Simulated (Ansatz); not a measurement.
A series in temperature on LaTe

All results are calculated (Ansatz 0.2.0). Harmonic phonon free energy (zero-point part included), entropy and heat capacity at constant volume from interpolated force constants; periodic cell, basis, potentials, k mesh and filling as listed.

Structure of every row (space group Fm-3m, No. 225):
```
LaTe
1.0
      0.0000     3.2180     3.2180
      3.2180     0.0000     3.2180
      3.2180     3.2180     0.0000
La Te
1 1
Direct
  0.00000 0.00000 0.00000
  0.50000 0.50000 0.50000
```

Settings of every row: functional LDA; dispersion none; potentials PAW; wave cutoff 653.07 eV; density cutoff 2612.3 eV; k mesh 6x6x6; k shift 0x0x0; occupations cold; smearing width 0.01 eV; spin none; SCF threshold exponent -9; phonon method finite displacements; phonon supercell 2x2x2; dipole term of polar modes left out.

Limits: coarse k mesh, up to 40 meV an atom off; volume not checked for rest; no spin-orbit coupling, which can matter with elements this heavy.

```csv
row,temperature (K),phonon entropy (k_B/atom),phonon heat capacity (k_B/atom),phonon free energy (meV/atom)
1,160,3.757,2.792,-7.46
2,240,4.915,2.904,-37.6
3,320,5.757,2.946,-74.51
4,400,6.416,2.965,-116.55
5,480,?,?,?
6,560,7.417,2.982,-212.29
7,640,7.815,2.986,-264.83
8,720,8.167,2.989,-319.94
9,800,8.482,2.991,-377.35
10,880,8.767,2.992,-436.83
11,960,9.028,2.994,-498.18
```

Question: what phonon entropy and phonon heat capacity should row 5 give?

Worked fit of phonon entropy. Entropy rises as the heat capacity times the change of ln T, so take t = ln(T / 300 K). The shown rows have t = -0.6286, -0.2231, 0.0645, 0.2877, 0.6242, 0.7577, 0.8755, 0.9808, 1.0761, 1.1632. Least squares give phonon entropy = 5.5712 + 2.92195 × t + 0.04589 × t² k_B/atom; a straight line predicts inner rows, each left out in turn, worse (root mean square 0.012 against 0.0044 k_B/atom). The rows lie off it by 0.004, -0.007, -0.003, 0.000, 0.004, 0.003, 0.002, 0.001, -0.002, -0.004 (root mean square 0.0035 k_B/atom), a smooth pattern that one more power would take up: the form is only approximate. The slope at t = 0, 2.92 k_B/atom, estimates the heat capacity at 300 K. The withheld row has t = 0.47, so the fit gives 5.5712 + 2.92195 × (0.47) + 0.04589 × (0.47)² = 6.955 k_B/atom.

The calculation gave 6.958 k_B/atom. The fit lies 0.003 k_B/atom (0.057 % of the column's range) below it; its largest miss of a shown row is 0.007 k_B/atom.

Worked fit of phonon heat capacity. At high temperature a harmonic heat capacity falls short of its limit by a term in 1/T², so take t = (100 K / T)². The shown rows have t = 0.39062, 0.17361, 0.09766, 0.0625, 0.03189, 0.02441, 0.01929, 0.01562, 0.01291, 0.01085. Least squares give phonon heat capacity = 2.9998 − 0.5636 × t + 0.0808 × t² k_B/atom; a straight line predicts inner rows, each left out in turn, worse (root mean square 0.0011 against 0.00048 k_B/atom). The rows lie off it by 0.000, 0.000, 0.000, 0.000, 0.000, 0.000, 0.000, 0.000, -0.001, 0.000. The constant, 2.9998 k_B/atom, is to be held against the harmonic limit of 3 k_B an atom. The withheld row has t = 0.0434, so the fit gives 2.9998 − 0.5636 × (0.0434) + 0.0808 × (0.0434)² = 2.975 k_B/atom.

The calculation gave 2.975 k_B/atom. The fit meets it to the printed digit.

The other values of row 5: phonon free energy -162.71 meV/atom.
